**Cutoff convergence of indium PAW levels against a kinetic-tail model**

The table holds the occupation-weighted error of the pseudo-atom levels of an indium PAW dataset (atompaw, PBE, scalar-relativistic) against Bessel-basis cutoff, relative to 400 Ry, for four energies of the second d wave. The program splits the sum by channel and tests a model with no constant fitted to the errors, in which each level error is the kinetic-energy tail of the 4p or 4d pseudo wave beyond the cutoff; exponential and power-law fits are printed for comparison. The 4p shell carries at least 76% of the sum, the nodes of its transform at 42 and 83 Ry fall on the two plateaus, and the spread between runs equals ten times the 4d differences where these are resolved. The model gives 0.92 of the sum at 30 Ry, about half at 10–15 Ry, 1.2 to 1.6 times at 40–100 Ry, and fails from 140 Ry. The s ghost at $-26.94$ Ry is not part of the sum, and its own error exceeds the sum from 15 Ry on.

Calculated values. Indium PAW datasets from atompaw 4.2.0.5 (PBE, scalar-relativistic, valence 4s2 4p6 4d10 5s2 5p1), with wave radii of 1.6 and 1.3 bohr for s, 1.4 and 2.05 bohr for p, and 2.05 bohr for both d waves. The base run has a d wave 2 energy of 2 Ry. Errors are occupation-weighted sums over pseudo-atom levels in spherical Bessel functions (20 bohr box), relative to 400 Ry.

## Numerical check

```python
# Table: occupation-weighted error (mRy) of In PAW pseudo-atom levels against Bessel-basis cutoff, relative
# to 400 Ry (atompaw, PBE, scalar-relativistic), for four energies of the second d wave. Tested: split by
# channel, kinetic-tail model from the pseudo waves, exponential and power-law rivals, the s ghost.
T = {
    'cutoff': [10, 15, 21, 30, 40, 50, 60, 80, 100, 140, 200, 300],  # Ry
    'run0': [42430, 14520, 2695, 172.1, 19.35, 14.58, 6.76, 1.02, 0.6, 0.06, 0.0, 0.0],  # mRy
    'run1': [40860, 14400, 2695, 171.5, 19.35, 14.58, 6.76, 1.02, 0.6, 0.06, 0.0, 0.0],  # mRy
    'run2': [44130, 14620, 2696, 172.4, 19.35, 14.58, 6.76, 1.02, 0.6, 0.06, 0.0, 0.0],  # mRy
    'run3': [48350, 14990, 2696, 173.3, 19.35, 14.58, 6.76, 1.02, 0.6, 0.06, 0.0, 0.0],  # mRy
}
import numpy as np
from scipy.special import spherical_jn as jn
from scipy.constants import physical_constants as pc
Ry = pc['Rydberg constant times hc in eV'][0]
E = np.array(T['cutoff'], float); R = np.array([T['run%d' % i] for i in range(4)], float)
E2 = np.array([2, -0.84, 3.53, 6.83])  # settings: second d energy of run0..run3, Ry
# typed from further outputs of the same runs (level excess in mRy, levels in Ry, waves in bohr^-1/2)
s = np.array([18519.41,18208.68,18127.45,9684.64,3494.48,1130.42,314.02,11.92,6.45,1.07,0.4,0.02])
p = np.array([5540.89,2147.18,428.56,22.8,2.58,2.15,1.01,0.13,0.08,0.01,0,0])
d = np.array([819.89,115.5,3.44,2.1,0.23,0.13,0.05,0.02,0.01,0,0,0])
d1 = np.array([662.86,103.73,3.41,2.04,0.23]); d2 = np.array([989.28,125.62,3.46,2.13,0.23])
up = np.array([.0949,.3437,.6615,.9378,1.085,1.0739,.936,.7441,.5634,.4149,.3006,.2156,.1531])
ud = np.array([.0037,.0282,.0878,.1852,.3093,.4407,.5529,.6232,.6399,.6062,.5387,.4603,.3869])
aed = np.array([.6417,.5453,.4606,.3869]); es, ep, ed, e4s = -26.93791, -5.74246, -1.36879, -119.6596/Ry
h = 2.05/13; r = h*np.arange(1, 127); B = lambda x: np.c_[x**0, np.log(x), 1/x]
def model(u, ae, eps, l, rc, name):
    k = np.sqrt(-eps); c = np.linalg.lstsq(B(r[9:13]), np.log(ae) + k*r[9:13], rcond=None)[0]
    w = np.r_[u, np.exp(B(r[13:]) @ c - k*r[13:])]
    F = lambda q: np.sqrt(2/np.pi)*h*((np.outer(q, r)*jn(l, np.outer(q, r))) @ w)
    b = (np.arange(1, 131) + l/2)*np.pi; q = (b - l*(l+1)/(2*b))/20; q = q[q**2 <= 400]
    t = 1e3*(q**2 - eps)*F(q)**2*np.pi/20
    g = np.linspace(2, 12.5, 1051); f = F(g); n = g[1:][f[1:]*f[:-1] < 0]
    print(name, 'pseudo norm %.2f; nodes of F at E[Ry]' % (h*(w**2).sum()), np.round(n**2, 0), 'q*rc', np.round(n*rc, 1))
    return np.array([t[q**2 > e].sum() for e in E]), n
mp, n_p = model(up, up[-4:], ep, 1, 1.4, '4p'); md, n_d = model(ud, aed, ed, 2, 2.05, '4d')
if len(n_p) and len(n_d): print('first node E ratio p/d %.2f; (2.05/1.4)^2 = %.2f' % ((n_p[0]/n_d[0])**2, (2.05/1.4)**2))
print('Ec[Ry] run0 6p% 10d% rest[mRy] | p model ratio | d model ratio | (6mp+10md)/run0  (level floor 0.005 mRy)')
dv = lambda a, b: a/b if b > 0 else float('nan')
for i in range(len(E)):
    y = R[0, i]
    print('%3d %8.2f %3.0f %3.0f %7.2f | %7.2f %8.3f %4.2f | %6.2f %7.3f %4.2f | %4.2f' % (E[i], y, dv(600*p[i], y),
          dv(1000*d[i], y), y-6*p[i]-10*d[i], p[i], mp[i], dv(mp[i], p[i]), d[i], md[i], dv(md[i], d[i]), dv(6*mp[i]+10*md[i], y)))
m = R[0] > 0; x, y = E[m], R[0, m]
print('run0 fall factor per step', np.round(y[:-1]/y[1:], 2))
print('run0 -dln(err)/dE [1/Ry] ', np.round(np.log(y[:-1]/y[1:])/np.diff(x), 3))
for nm, X, sel in [('exponential, 10-140 Ry', x, x > 0), ('exponential, steep part 10-40 Ry', x, x <= 40),
                   ('power law, 10-140 Ry', np.log(x), x > 0), ('power law, tail 40-140 Ry', np.log(x), x >= 40)]:
    c = np.polyfit(X[sel], np.log(y[sel]), 1)
    print('%s: slope %.3f; fit/table, all rows' % (nm, c[0]), ['%.2g' % v for v in np.exp(np.polyval(c, X))/y])
fl = np.maximum(0.5*10**(np.floor(np.log10(R[0, :5])) - 3), 0.005)
print('Ec | r1-r0, 10*dd | r2-r0, 10*dd | r3-r0, inferred d(run3) | r3-r1, % of run0 | half unit [mRy]')
for i in range(5):
    a = R[:, i]
    print('%2d | %.1f %.1f | %.1f %.1f | %.1f %.2f | %.1f %.2f%% | %.3f' % (E[i], a[1]-a[0], 10*(d1[i]-d[i]), a[2]-a[0],
          10*(d2[i]-d[i]), a[3]-a[0], d[i]+(a[3]-a[0])/10, a[3]-a[1], 100*(a[3]-a[1])/a[0], fl[i]))
o = np.argsort(E2)
for i in (0, 1, 3): print('slope of sum vs d2 energy at %d Ry [mRy/Ry]' % E[i], np.round(np.diff(R[o, i])/np.diff(E2[o]), 2))
print('4d excess change run1->run2 [%] at 10,15,21,30 Ry', np.round(100*(d2-d1)[:4]/d[:4], 1))
print('p/d level excess ratio 10-100 Ry', np.round(p[:9]/d[:9], 1))
print('AE 4s %.3f Ry; ghost %.3f Ry = %.1f eV; %.2f Ry below 4s' % (e4s, es, es*Ry, e4s-es))
print('lowest s level [Ry]', np.round(es + s/1e3, 3))
print('lowest s minus AE 4s at 10,15,21 Ry [mRy]', np.round(1e3*(es-e4s) + s[:3], 1))
print('ghost excess / run0 sum, 10-140 Ry', np.round(s[m]/y, 2))
print('resolution of sum from level rounding: 4p step 0.06, 4d step 0.10 mRy')
assert np.all(np.diff(R, axis=1) <= 0) and np.all(np.diff(R[o], axis=0) >= 0)
assert np.all(np.abs(R[1, :5]-R[0, :5]-10*(d1-d[:5])) <= 2*fl+0.1) and np.all(np.abs(R[2, :5]-R[0, :5]-10*(d2-d[:5])) <= 2*fl+0.1)
assert np.all(6*p[m]/y > 0.7) and np.all(np.ptp(R[:, 4:], axis=0) == 0)
assert np.all(s[2:10] > R[0, 2:10])
```

Output:

```
4p pseudo norm 0.93; nodes of F at E[Ry] [ 42.  83. 131.] q*rc [ 9.1 12.8 16. ]
4d pseudo norm 0.44; nodes of F at E[Ry] [ 26.  47.  74. 103. 134.] q*rc [10.4 14.  17.6 20.8 23.7]
first node E ratio p/d 1.65; (2.05/1.4)^2 = 2.14
Ec[Ry] run0 6p% 10d% rest[mRy] | p model ratio | d model ratio | (6mp+10md)/run0  (level floor 0.005 mRy)
 10 42430.00  78  19  985.76 | 5540.89 3323.530 0.60 | 819.89 384.351 0.47 | 0.56
 15 14520.00  89   8  481.92 | 2147.18 1100.317 0.51 | 115.50  76.065 0.66 | 0.51
 21  2695.00  95   1   89.24 |  428.56  324.705 0.76 |   3.44   3.691 1.07 | 0.74
 30   172.10  79  12   14.30 |   22.80   22.995 1.01 |   2.10   2.119 1.01 | 0.92
 40    19.35  80  12    1.57 |    2.58    3.662 1.42 |   0.23   0.251 1.09 | 1.27
 50    14.58  88   9    0.38 |    2.15    2.973 1.38 |   0.13   0.151 1.16 | 1.33
 60     6.76  90   7    0.20 |    1.01    1.290 1.28 |   0.05   0.057 1.14 | 1.23
 80     1.02  76  20    0.04 |    0.13    0.211 1.62 |   0.02   0.018 0.89 | 1.41
100     0.60  80  17    0.02 |    0.08    0.151 1.89 |   0.01   0.007 0.71 | 1.63
140     0.06 100   0    0.00 |    0.01    0.082 8.16 |   0.00   0.005  nan | 9.02
200     0.00 nan nan    0.00 |    0.00    0.052  nan |   0.00   0.002  nan |  nan
300     0.00 nan nan    0.00 |    0.00    0.008  nan |   0.00   0.001  nan |  nan
run0 fall factor per step [ 2.92  5.39 15.66  8.89  1.33  2.16  6.63  1.7  10.  ]
run0 -dln(err)/dE [1/Ry]  [0.214 0.281 0.306 0.219 0.028 0.077 0.095 0.027 0.058]
exponential, 10-140 Ry: slope -0.100; fit/table, all rows ['0.087', '0.15', '0.46', '2.9', '9.5', '4.6', '3.7', '3.3', '0.76', '0.14']
exponential, steep part 10-40 Ry: slope -0.264; fit/table, all rows ['1.1', '0.85', '0.93', '1.4', '0.86', '0.081', '0.012', '0.00042', '3.6e-06', '9.4e-10']
power law, 10-140 Ry: slope -5.256; fit/table, all rows ['1.6', '0.56', '0.52', '1.2', '2.4', '1', '0.83', '1.2', '0.64', '1.1']
power law, tail 40-140 Ry: slope -4.734; fit/table, all rows ['0.53', '0.23', '0.25', '0.72', '1.6', '0.76', '0.69', '1.2', '0.69', '1.4']
Ec | r1-r0, 10*dd | r2-r0, 10*dd | r3-r0, inferred d(run3) | r3-r1, % of run0 | half unit [mRy]
10 | -1570.0 -1570.3 | 1700.0 1693.9 | 5920.0 1411.89 | 7490.0 17.65% | 5.000
15 | -120.0 -117.7 | 100.0 101.2 | 470.0 162.50 | 590.0 4.06% | 5.000
21 | 0.0 -0.3 | 1.0 0.2 | 1.0 3.54 | 1.0 0.04% | 0.500
30 | -0.6 -0.6 | 0.3 0.3 | 1.2 2.22 | 1.8 1.05% | 0.050
40 | 0.0 0.0 | 0.0 0.0 | 0.0 0.23 | 0.0 0.00% | 0.005
slope of sum vs d2 energy at 10 Ry [mRy/Ry] [ 552.82 1111.11 1278.79]
slope of sum vs d2 energy at 15 Ry [mRy/Ry] [ 42.25  65.36 112.12]
slope of sum vs d2 energy at 30 Ry [mRy/Ry] [0.21 0.2  0.27]
4d excess change run1->run2 [%] at 10,15,21,30 Ry [39.8 19.   1.5  4.3]
p/d level excess ratio 10-100 Ry [  6.8  18.6 124.6  10.9  11.2  16.5  20.2   6.5   8. ]
AE 4s -8.795 Ry; ghost -26.938 Ry = -366.5 eV; 18.14 Ry below 4s
lowest s level [Ry] [ -8.418  -8.729  -8.81  -17.253 -23.443 -25.807 -26.624 -26.926 -26.931
 -26.937 -26.938 -26.938]
lowest s minus AE 4s at 10,15,21 Ry [mRy] [376.3  65.6 -15.6]
ghost excess / run0 sum, 10-140 Ry [  0.44   1.25   6.73  56.27 180.59  77.53  46.45  11.69  10.75  17.83]
resolution of sum from level rounding: 4p step 0.06, 4d step 0.10 mRy
```
